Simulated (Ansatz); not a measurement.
# From the elastic tensor of Ag at 22 GPa (stress–strain coefficients) to moduli and sound speeds

All numbers below come from DFT LDA, scalar-relativistic, plane waves, PAW (Ansatz 0.2.0). Cutoff 420 eV, 18×18×10 k-points (Γ-centred), Fermi-Dirac smearing of 0.15 eV. No spin polarisation.

Symmetry: P6_3/mmc, No. 194, hexagonal system. The conventional cell has a = 2.720 Å, b = 2.720 Å, c = 4.461 Å, α = 90.00°, β = 90.00°, γ = 120.00°. Around Ag (site symmetry -6m2) lie 12 Ag at 2.72 to 2.73 Å.

In a metal, frequencies and elastic constants depend on the k mesh and the smearing, soft modes and shear constants most. Other phases may be more stable at this pressure.

Relaxed-ion constants (GPa, on the Cartesian axes of the calculation):
C11 = 339.7, C12 = 235.4, C13 = 179.3, C22 = 339.7, C23 = 179.3, C33 = 393.6, C44 = 50.8, C55 = 50.8, C66 = 52.2 GPa; the others vanish.

Density 12.534 g/cm³; 2 atoms in 28.58 Å³.

The values that follow are for a polycrystal of randomly turned grains, by Hill's mean where one number stands.

With S = C⁻¹: B_V = (C11+C22+C33+2(C12+C13+C23))/9, G_V = (C11+C22+C33−C12−C13−C23+3(C44+C55+C66))/15, 1/B_R = S11+S22+S33+2(S12+S13+S23), 15/G_R = 4(S11+S22+S33−S12−S13−S23)+3(S44+S55+S66); Hill is their mean. Then v_l = √((B+4G/3)/ρ), v_t = √(G/ρ), v_m = [(2/v_t³+1/v_l³)/3]^(−1/3) and Θ = (ħ/k_B)·v_m·(6π²n/V)^(1/3) for n atoms in the volume V; E = 9BG/(3B+G), ν = (3B−2G)/(2(3B+G)) and A^U = 5G_V/G_R + B_V/B_R − 6.

```json
{
 "Bulk modulus, Voigt / Reuss / Hill": "251.2 / 251.2 / 251.2 GPa",
 "Shear modulus, Voigt / Reuss / Hill": "62.7 / 57.4 / 60.1 GPa",
 "Young's modulus": "167 GPa",
 "Poisson ratio": "0.389",
 "Pugh ratio B/G": "4.18",
 "Universal anisotropy index": "0.46",
 "Longitudinal and transverse sound speeds": "5141 and 2189 m/s",
 "Debye temperature from the mean sound speed": "304 K"
}
```

This form isn't the element's structure at ambient conditions.

Cost: 1 run of about 8.4 core-minutes, on AMD EPYC 7R43 (Zen 3) (shared hosts).

Compressed hcp silver resists volume change far more strongly than shear, as the Pugh ratio of 4.18 shows. Compression drives up the kinetic energy of the sp electrons and the repulsion between filled 4d shells, whereas shear meets little resistance from directional bonds. C12 and C13 exceed the corresponding shear constants by much more than pressure alone would give for central pair forces, which points to many-body metallic cohesion.

The coinciding Voigt and Reuss bulk moduli reflect almost equal linear compressibilities along a and c, so c/a should change little under a small further increase in pressure. The anisotropy therefore lies in shear, but not between C44 and C66, which are nearly equal. It comes from the volume-conserving change of c/a, which is markedly stiffer, probably because it alters the close-packed contacts within and between layers in opposite senses.

The constants satisfy the criteria for stability against small homogeneous strains, but this doesn't exclude a phonon instability at finite wavevector.
